**Student.** The one-loop vertex correction puts a string of five gamma matrices in the numerator, the outer two tied together by the photon, and my notes collapse it to three terms with $\gamma_\mu S\gamma^\mu=-2S^R$. I cannot see where that rule comes from. I also distrust it, because the integral diverges, and to regulate it we leave four dimensions, where the rule is supposed to live.

**Lecturer.** Both worries can be settled by computation. The conventions first: $\hbar=c=1$, metric $g=\mathrm{diag}(+,-,-,\dots)$, $\not a=a_\mu\gamma^\mu$, repeated indices summed unless I say otherwise. The algebra has two premises,

$$\{\gamma^\mu,\gamma^\nu\}=2g^{\mu\nu},\qquad g^\mu{}_\mu=d. \tag{1}$$

Contract the first with $g_{\mu\nu}$ and you get $\gamma^\mu\gamma_\mu=d$. Contract it with two vectors and you get $\not a\not b+\not b\not a=2a\cdot b$. Now take any string $S$, append one more factor $\not a$, and move $\gamma_\mu$ one place to the left with $\not a\gamma_\mu=2a_\mu-\gamma_\mu\not a$:

$$\gamma^\mu S\not a\gamma_\mu=2\not a S-(\gamma^\mu S\gamma_\mu)\not a. \tag{2}$$

The first term arises because $a_\mu$ is a number and contracts with the $\gamma^\mu$ at the far left. Apply it yourself, starting from $S=1$.

**Student.** With $S=1$ the right side is $2\not a-d\not a$, so

$$\gamma^\mu\not a\gamma_\mu=-(d-2)\not a. \tag{3}$$

With $S=\not a$ and $\not b$ appended I get $2\not b\not a+(d-2)\not a\not b$. Writing $\not b\not a=2a\cdot b-\not a\not b$ turns this into

$$\gamma^\mu\not a\not b\gamma_\mu=4a\cdot b-(4-d)\not a\not b. \tag{4}$$

Once more, $S=\not a\not b$ and $\not c$ appended: $2\not c\not a\not b-4(a\cdot b)\not c+(4-d)\not a\not b\not c$. The first two terms are $2\not c(\not a\not b-2a\cdot b)=-2\not c\not b\not a$, so

$$\gamma^\mu\not a\not b\not c\gamma_\mu=-2\not c\not b\not a+(4-d)\not a\not b\not c. \tag{5}$$

At $d=4$, (3) and (5) both read "minus twice the reversed string". But two cases are no theorem, and I see nothing in (2) that forces the pattern at length five.

**Lecturer.** Nothing in (2) makes it evident. It needs a fact about how many independent matrices exist, and we reach that through the reduction of a triple product. Define

$$T^{\mu\nu\rho}=\gamma^\mu\gamma^\nu\gamma^\rho-g^{\mu\nu}\gamma^\rho-g^{\nu\rho}\gamma^\mu+g^{\mu\rho}\gamma^\nu. \tag{6}$$

Add $T^{\nu\mu\rho}$. The triple products give $2g^{\mu\nu}\gamma^\rho$ by (1), which cancels the two terms $-g^{\mu\nu}\gamma^\rho$, and the remaining four terms cancel in pairs. Add $T^{\mu\rho\nu}$ instead and the same happens with $2g^{\nu\rho}\gamma^\mu$. So $T$ changes sign under both adjacent swaps and is totally antisymmetric, in any $d$. It vanishes when two indices coincide and equals the bare product $\gamma^\mu\gamma^\nu\gamma^\rho$ when all three differ. One consequence we shall need: $T^{\alpha\mu\beta}+T^{\beta\mu\alpha}=0$, contracted with $a_\alpha b_\beta$, says

$$\not a\gamma^\mu\not b+\not b\gamma^\mu\not a=2\left(a^\mu\not b+b^\mu\not a-a\cdot b\,\gamma^\mu\right). \tag{7}$$

Now set $d=4$, define $\gamma_5=i\gamma^0\gamma^1\gamma^2\gamma^3$ and choose $\epsilon^{0123}=+1$. Let $\mu,\nu,\rho$ be distinct and $\sigma$ the missing index, with no sums for the moment. Distinct gammas anticommute, so reordering costs the sign of the permutation: $\gamma^0\gamma^1\gamma^2\gamma^3=\epsilon^{\sigma\mu\nu\rho}\gamma^\sigma\gamma^\mu\gamma^\nu\gamma^\rho$. For a fixed index $\gamma_\sigma\gamma^\sigma=1$, whether it is timelike or spacelike. Hence $\gamma_\sigma\gamma_5=i\epsilon^{\sigma\mu\nu\rho}\gamma^\mu\gamma^\nu\gamma^\rho$, and multiplying by $-i\epsilon^{\sigma\mu\nu\rho}$, whose $\epsilon$ squares to one, isolates the product. The sum over $\sigma$ can be restored, since only the missing index survives, and for coincident indices both $T$ and $\epsilon$ vanish:

$$\gamma^\mu\gamma^\nu\gamma^\rho=g^{\mu\nu}\gamma^\rho+g^{\nu\rho}\gamma^\mu-g^{\mu\rho}\gamma^\nu-i\epsilon^{\sigma\mu\nu\rho}\gamma_\sigma\gamma_5. \tag{8}$$

**Student.** I have seen that last term with a plus sign.

**Lecturer.** Then the author used $\epsilon^{0123}=-1$, or put $\sigma$ in the last slot, or wrote $\gamma_5\gamma_\sigma$; each of these flips the sign once. Test any version on $\mu\nu\rho=123$. Ours gives $-i\epsilon^{0123}\gamma_0\,i\gamma^0\gamma^1\gamma^2\gamma^3=\epsilon^{0123}\gamma^1\gamma^2\gamma^3$, which is right only for $\epsilon^{0123}=+1$.

Now the odd strings. Expand every slashed vector in the orthonormal basis. In a product of basis gammas, bring equal indices together by anticommuting and remove them with $(\gamma^\mu)^2=g^{\mu\mu}$. What remains is a product $\Gamma^{(k)}$ of $k$ distinct gammas, and since factors leave in pairs, an odd string leaves only odd $k$. The contraction acts simply on such a product. For fixed $\mu$, pulling $\gamma_\mu$ through costs $(-1)^k$ if $\mu$ is one of the $d-k$ absent indices and $(-1)^{k-1}$ if it is one of the $k$ present ones, because a matrix commutes with itself. Summing,

$$\gamma^\mu\Gamma^{(k)}\gamma_\mu=(-1)^k(d-2k)\,\Gamma^{(k)}. \tag{9}$$

Reversing the order of $k$ anticommuting factors takes $k(k-1)/2$ swaps, so $\Gamma^{(k)R}=(-1)^{k(k-1)/2}\Gamma^{(k)}$: plus for $k=1$, minus for $k=3$. In four dimensions the only odd ranks are 1 and 3, and (8) names the rank-3 matrices $\gamma_\sigma\gamma_5$. Every odd string is therefore $S=\not V+\not W\gamma_5$ for two vectors $V,W$, and $S^R=\not V-\not W\gamma_5$. At $d=4$, (9) gives the factors $-2$ for $k=1$ and $+2$ for $k=3$, so $\gamma_\mu S\gamma^\mu=-2\not V+2\not W\gamma_5$, which is

$$\gamma_\mu S\gamma^\mu=-2S^R\qquad(d=4,\ S\ \text{odd}). \tag{10}$$

**Student.** You reversed the reduced form. The rule speaks of reversing the original string, $\not a_1\cdots\not a_n\to\not a_n\cdots\not a_1$. Reversal is an operation on how a thing is written, and one matrix can be written in many ways.

**Lecturer.** A fair objection, with a two-part answer. First, relation (1) is unchanged when read backwards, so each step in the reduction of $S$ has a mirror step that is valid for the reversed string. The reversed string thus reduces to the same coefficients times the reversed $\Gamma^{(k)}$. That already proves (10) term by term. Second, in $d=4$ the coefficients are unique, so $R$ is a linear map on matrices. Each of the sixteen products other than 1 anticommutes with some $\gamma^\mu$: a present index for even $k$, an absent one for odd $k$. Then $\mathrm{Tr}\,\Gamma=\mathrm{Tr}(\gamma^\mu\Gamma\gamma_\mu)=-\mathrm{Tr}\,\Gamma$ for that fixed $\mu$, so the trace is zero. A product of two different ones is again such a matrix up to sign, so the sixteen are orthogonal under the trace and independent.

Two companions follow at once. Insert (10) into (2), and use $\mathrm{Tr}(\gamma^\mu S)=4V^\mu$ for $4\times4$ matrices together with $S+S^R=2\not V$:

$$\gamma_\mu S\not a\gamma^\mu=2\left(\not aS+S^R\not a\right),\qquad \gamma_\mu\mathrm{Tr}(\gamma^\mu S)=2\left(S+S^R\right). \tag{11}$$

Equations (10) and (11) are the Chisholm identities. Equation (9) also shows why four is special. Where ranks 1 and 3 both occur, a rule $\gamma_\mu S\gamma^\mu=\lambda S^R$ demands $\lambda=-(d-2)$ from the first and $-\lambda=-(d-6)$ from the second. These agree only at $d=4$, and there rank 5, which would demand $\lambda=10-d$, does not exist.

**Student.** Then the vertex. What do I have to accept as given?

**Lecturer.** The Feynman rules of quantum electrodynamics in Feynman gauge: vertex $ie\gamma^\mu$ for charge $-e$ with $e^2=4\pi\alpha$, electron propagator $i(\not k+m)/(k^2-m^2)$, photon propagator $-ig_{\nu\rho}/k^2$, all with the usual $+i0$. The external electrons are on shell, $\not p\,u=mu$ and $\bar u'\not p'=m\bar u'$, and $q=p'-p$, $P=p+p'$. With internal electron momenta $k$ and $k'=k+q$, the tree vertex $\gamma^\mu$ gains the correction with prefactor $(-i)(ie)^2i^2=-ie^2$:

$$\delta\Gamma^\mu=-ie^2\int\frac{d^dk}{(2\pi)^d}\frac{N^\mu}{(k-p)^2(k'^2-m^2)(k^2-m^2)},\quad N^\mu=\gamma^\nu(\not k'+m)\gamma^\mu(\not k+m)\gamma_\nu. \tag{12}$$

Expand $N^\mu$ by powers of $m$ and keep $d$ free.

**Student.** The term $\not k'\gamma^\mu\not k$ takes (5). The terms $m\not k'\gamma^\mu$ and $m\gamma^\mu\not k$ take (4), giving $4m(k+k')^\mu$ and a remainder. The term $m^2\gamma^\mu$ takes (3), with $-(d-2)=-2+(4-d)$. The remainders are $(4-d)$ times $\not k'\gamma^\mu\not k-m\not k'\gamma^\mu-m\gamma^\mu\not k+m^2\gamma^\mu$, which factorises:

$$N^\mu=-2\left[\not k\gamma^\mu\not k'-2m(k+k')^\mu+m^2\gamma^\mu\right]+(4-d)(\not k'-m)\gamma^\mu(\not k-m). \tag{13}$$

So the bracket holds the three terms of my notes, with the momenta swapped by the reversal.

**Lecturer.** Take $d=4$ first; we return to the last term. Combine denominators with $1/(D_1D_2D_3)=2\int dx\,dy\,dz\,\delta(1-x-y-z)\,(xD_1+yD_2+zD_3)^{-3}$, weighting $k^2-m^2$ by $x$, $k'^2-m^2$ by $y$, and $(k-p)^2$ by $z$. The sum is $k^2+2k\cdot(yq-zp)+yq^2+(2z-1)m^2$. Put $\ell=k+yq-zp$. From $p'^2=p^2$ follows $2p\cdot q=-q^2$, so $(yq-zp)^2=y(y+z)q^2+z^2m^2$. Subtracting this completes the square:

$$D=\ell^2-\Delta,\qquad\Delta=(1-z)^2m^2-xy\,q^2. \tag{14}$$

The momenta become $k=\ell+A$ and $k'=\ell+B$ with $A=(1-x)p-yp'$ and $B=(1-y)p'-xp$. Terms odd in $\ell$ integrate to zero. In the quadratic term Lorentz symmetry allows $\ell^\alpha\ell^\beta\to g^{\alpha\beta}\ell^2/d$, so by (3) $\not\ell\gamma^\mu\not\ell\to-\frac{d-2}{d}\ell^2\gamma^\mu$, which is $-\frac12\ell^2\gamma^\mu$ at $d=4$. What is left is $\not A\gamma^\mu\not B$ between the spinors, four products. An arrow means equality between $\bar u'$ and $u$:

$$\not p'\gamma^\mu\not p\to m^2\gamma^\mu,\quad\not p\gamma^\mu\not p\to2mp^\mu-m^2\gamma^\mu,\quad\not p'\gamma^\mu\not p'\to2mp'^\mu-m^2\gamma^\mu,\quad\not p\gamma^\mu\not p'\to2mP^\mu+(q^2-3m^2)\gamma^\mu. \tag{15}$$

The first is immediate. In the second the right $\not p$ gives $m$, and $\not p\gamma^\mu=2p^\mu-\gamma^\mu\not p$ carries the other one to $u$. The third is the mirror image.

**Student.** In the fourth both momenta stand on the wrong side. That is the use of (7): it equals $2p^\mu\not p'+2p'^\mu\not p-2p\cdot p'\gamma^\mu-\not p'\gamma^\mu\not p$, each slash now acts on its spinor, and $2p\cdot p'=2m^2-q^2$ gives $-(2m^2-q^2)-m^2=q^2-3m^2$.

**Lecturer.** The four products enter $\not A\gamma^\mu\not B$ with weights $xy$, $-x(1-x)$, $-y(1-y)$ and $(1-x)(1-y)$, in the order of (15). Also $A+B=(1-2x)p+(1-2y)p'$. The coefficient of $2mp^\mu$ in the bracket is $(1-x)(1-y)-x(1-x)-(1-2x)=(1-x)z-1+2x$, and that of $2mp'^\mu$ is the same with $x\to y$. Since $p=(P-q)/2$ and $p'=(P+q)/2$, their sum multiplies $mP^\mu$ and their difference $mq^\mu$. With $x+y=1-z$ the sum is $(1+z)z-2+2(1-z)=z(z-1)$, and the difference is $(x-y)(z-2)$. The $m^2\gamma^\mu$ terms add to $xy+x(1-x)+y(1-y)-3(1-x)(1-y)+1=-2+4(x+y)-(x+y)^2=1-2z-z^2$. The bracket of (13) is then

$$\gamma^\mu\left[-\tfrac12\ell^2+(1-x)(1-y)q^2+(1-2z-z^2)m^2\right]+mz(z-1)P^\mu+m(z-2)(x-y)q^\mu. \tag{16}$$

The $q^\mu$ term is odd under $x\leftrightarrow y$ while $\Delta$ is even, so it integrates to zero, as current conservation requires.

To read off the magnetic part define $\sigma^{\mu\nu}=\frac i2[\gamma^\mu,\gamma^\nu]$, so that $\gamma^\mu\gamma^\nu=g^{\mu\nu}-i\sigma^{\mu\nu}$. Then $\gamma^\mu\not p+\not p'\gamma^\mu=P^\mu+i\sigma^{\mu\nu}q_\nu$, and the left side is $\to2m\gamma^\mu$. This is the Gordon identity,

$$P^\mu\to2m\gamma^\mu-i\sigma^{\mu\nu}q_\nu. \tag{17}$$

Write the full vertex as $\gamma^\mu F_1(q^2)+\frac{i\sigma^{\mu\nu}q_\nu}{2m}F_2(q^2)$. By (17) the $P^\mu$ term of (16) feeds $2m^2z(1-z)$ into the $F_2$ structure and turns $1-2z-z^2$ into $1-4z+z^2$. The prefactor is $(-ie^2)(-2)=2ie^2$, times the 2 from the parameter formula. The loop integral follows from rotating $\ell^0=i\ell^0_E$, with $2\pi^2$ the area of the unit three-sphere and $s=\ell_E^2$:

$$\int\frac{d^4\ell}{(2\pi)^4}\frac1{(\ell^2-\Delta)^3}=-i\,\frac{2\pi^2}{(2\pi)^4}\,\frac12\int_0^\infty\frac{s\,ds}{(s+\Delta)^3}=\frac{-i}{32\pi^2\Delta}. \tag{18}$$

The constants combine to $2ie^2\cdot2\cdot(-i)/32\pi^2=e^2/8\pi^2=\alpha/2\pi$. Substitute $x=(1-z)\xi$, $y=(1-z)(1-\xi)$, with Jacobian $1-z$ and $\Delta=(1-z)^2[m^2-\xi(1-\xi)q^2]$. All powers of $1-z$ cancel and $\int_0^12z\,dz=1$:

$$F_2(q^2)=\frac\alpha{2\pi}\int_0^1\frac{m^2\,d\xi}{m^2-\xi(1-\xi)q^2},\qquad F_2(0)=\frac\alpha{2\pi}. \tag{19}$$

**Student.** Why is $F_2(0)$ the anomaly? The $\gamma^\mu$ term carries spin too.

**Lecturer.** It does, and (17) shows how much. Eliminate $\gamma^\mu$ instead: the vertex is $\frac{P^\mu}{2m}F_1+\frac{i\sigma^{\mu\nu}q_\nu}{2m}(F_1+F_2)$. For a slow electron the first term is the convection current, blind to spin, and the spin coupling scales as $F_1+F_2$. The bare Dirac case $F_1=1$, $F_2=0$ has $g=2$: the two-component reduction gives $(\boldsymbol\sigma\cdot\boldsymbol\pi)^2/2m=\pi^2/2m+(e/2m)\boldsymbol\sigma\cdot\mathbf B$ for $\boldsymbol\pi=\mathbf p+e\mathbf A$, and the last term is $2\mu_B\mathbf S\cdot\mathbf B$ with $\mu_B=e/2m$, $\mathbf S=\boldsymbol\sigma/2$. Hence $g=2[F_1(0)+F_2(0)]$. One more premise enters: $e$ is the physical charge, which fixes $F_1(0)=1$ after renormalisation. So $a=(g-2)/2=F_2(0)=\alpha/2\pi$, Schwinger's result of 1948.

**Student.** Now my second worry. The $\ell^2$ term diverges logarithmically. In $d=4-2\varepsilon$ that is a pole $1/\varepsilon$, and the term you dropped from (13) carries $4-d=2\varepsilon$. The product is finite and of order $\alpha$, the size of the effect we claim.

**Lecturer.** It is finite and of that size, so we must see where it lands. The $\ell$-quadratic part of (13) is $(-2+4-d)\not\ell\gamma^\mu\not\ell\to\frac{(d-2)^2}{d}\ell^2\gamma^\mu$, purely $\gamma^\mu$; in the normalisation of the bracket the $-\frac12$ becomes $-(d-2)^2/2d$. The same rotation as in (18), with sphere area $2\pi^{d/2}/\Gamma(d/2)$ and the radial integral a beta function, gives

$$\int\!\frac{d^d\ell}{(2\pi)^d}\frac{1}{(\ell^2-\Delta)^3}=\frac{-i\,\Gamma(1+\varepsilon)}{2(4\pi)^{d/2}\Delta^{1+\varepsilon}},\qquad\int\!\frac{d^d\ell}{(2\pi)^d}\frac{\ell^2}{(\ell^2-\Delta)^3}=\frac{i\,d\,\Gamma(\varepsilon)}{4(4\pi)^{d/2}\Delta^{\varepsilon}}. \tag{20}$$

The parameter triangle has area $\frac12$. Leaving aside the factor $(4\pi/\Delta)^\varepsilon$, which is common to both treatments, the $\ell^2$ term adds $\frac\alpha{4\pi}(1-\varepsilon)^2\Gamma(\varepsilon)$ to $F_1$. Four-dimensional algebra would give $\frac\alpha{4\pi}(1-\frac\varepsilon2)\Gamma(\varepsilon)$. The difference tends to $-3\alpha/8\pi$, in magnitude three quarters of the anomaly itself. It is independent of $q^2$ and sits in $F_1$, where the condition $F_1(0)=1$ subtracts it, but anyone who compares the vertex and self-energy constants must keep it.

For $F_2$ evaluate the $\ell$-independent part, $(\not B-m)\gamma^\mu(\not A-m)\to(ym+x\not p)\gamma^\mu(xm+y\not p')$. With the reductions behind (15) the vector terms are $2m(x^2p+y^2p'+xyP)^\mu$ and the $\gamma^\mu$ terms are $xyq^2-(x+y)^2m^2$, so the whole is

$$-\Delta\gamma^\mu+m(1-z)^2P^\mu+m(y^2-x^2)q^\mu. \tag{21}$$

It enters the bracket with weight $(4-d)/(-2)=-\varepsilon$, so $z(1-z)$ becomes $z(1-z)+\varepsilon(1-z)^2$. At $q^2=0$ the parameter integral is $2\int_0^1[z+\varepsilon(1-z)](1-z)^{-2\varepsilon}dz=\frac{2}{2-2\varepsilon}\left[\frac1{1-2\varepsilon}+\varepsilon\right]$, and since $1+\varepsilon-2\varepsilon^2=(1-\varepsilon)(1+2\varepsilon)$,

$$F_2(0)=\frac\alpha{2\pi}\left(\frac{4\pi\mu^2}{m^2}\right)^{\varepsilon}\Gamma(1+\varepsilon)\,\frac{1+2\varepsilon}{1-2\varepsilon}, \tag{22}$$

where $e^2=4\pi\alpha\mu^{2\varepsilon}$ keeps $\alpha$ dimensionless. No pole appears, and $\varepsilon\to0$ returns $\alpha/2\pi$. The four-dimensional identities were legitimate for $F_2$ because its integral converges at both ends: no $\ell^2$ in the numerator, and a factor $1-z$ that tames the soft-photon region $z\to1$. In $F_1$ the factor $1-4z+z^2$ does not vanish there, and an infrared divergence remains.

**Student.** And the gauge? The tidy contraction came from $g_{\nu\rho}$.

**Lecturer.** A covariant gauge adds a term proportional to $(k-p)_\nu(k-p)_\rho$. On the right, $(\not k+m)(\not k-\not p)u=(k^2-m^2)u$ cancels a propagator. On the left the same happens, since $k-p=k'-p'$. A bare $\gamma^\mu$ remains, which cannot touch $F_2$.

**Student.** Then tell me where each identity stops.

**Lecturer.** Equations (2) to (7) use only (1). They hold in every integer dimension and representation, and for formal non-integer $d$, where (1) is taken as the definition. Equation (9) was counted for integer $d$; both sides are linear in $d$ and the recursion (2) reproduces it for antisymmetrised products at formal $d$. Equations (8), (10) and (11) need exactly four dimensions: they use $\epsilon^{\sigma\mu\nu\rho}$, $\gamma_5$ or the absence of rank 5, and the trace form needs $\mathrm{Tr}\,1=4$. The string in (10) must be odd, and if it contains $\gamma_5$ that counts as four gammas with $\gamma_5^R=\gamma_5$. In a dimensionally regulated amplitude they may be used only where no pole in $\varepsilon$ multiplies them. In $2+1$ dimensions with $2\times2$ matrices, $\gamma^0\gamma^1\gamma^2$ is a multiple of the identity, so reversal is not even a map on matrices, yet (9) still holds: $k=3$ and $k=0$ both give 3. Equation (19) is first order in $\alpha$, for a free on-shell electron in a weak field, and is real for $q^2<4m^2$.

**Student.** Numbers, please.

**Lecturer.** Take the constants $\alpha=1/137.036$, $\mu_B=5.788\times10^{-5}$ eV/T and $mc^2=5.11\times10^5$ eV, and choose $B=1$ T. Then $a=1.16\times10^{-3}$ and $g=2.00232$. The Dirac spin splitting is $2\mu_BB=115.8\ \mu$eV, or 1.343 K after division by $k_B$. The anomaly adds $2a\mu_BB=0.134\ \mu$eV, or 1.56 mK. These are the values of the one-loop model.

Now the neglected terms. The next order goes as $(\alpha/\pi)^2$ with $\alpha/\pi=2.32\times10^{-3}$. Its coefficient, which we have not derived, is approximately $-0.33$; taken as given, it lowers $a$ by $1.8\times10^{-6}$, or 0.15 per cent, and that is why I print three figures of $a$. Field non-uniformity enters through (19): $\int_0^1\xi(1-\xi)d\xi=\frac16$ gives $F_2\approx\frac\alpha{2\pi}(1+q^2/6m^2)$. For a static field varying over $L=1$ Å, $q^2=-1/L^2$, and with the reduced Compton wavelength $\hbar/mc=3.862\times10^{-3}$ Å the relative decrease is $2.5\times10^{-6}$. The field strength is measured by $2\mu_BB/mc^2=2.3\times10^{-10}$, so linear response is safe. The constant $3\alpha/8\pi=8.71\times10^{-4}$ from the $d$-dimensional algebra is comparable to $a$ but belongs to $F_1$.

**Student.** So only binding can compete. An electron in a one-electron ion moves at $v/c\sim Z\alpha$, so relativistic shifts of $g$ scale as $(Z\alpha)^2$, against $g-2=\alpha/\pi$ from the loop. They match at $Z=(\pi\alpha)^{-1/2}=6.6$.

**Lecturer.** Up to a coefficient of order one, yes. From about nitrogen onward a hydrogen-like ion shifts $g$ by as much as the loop does or more, and the plane-wave spinors in (15) must give way to bound-state ones. The contraction identities survive that change untouched, since (13) was obtained before any spinor was used.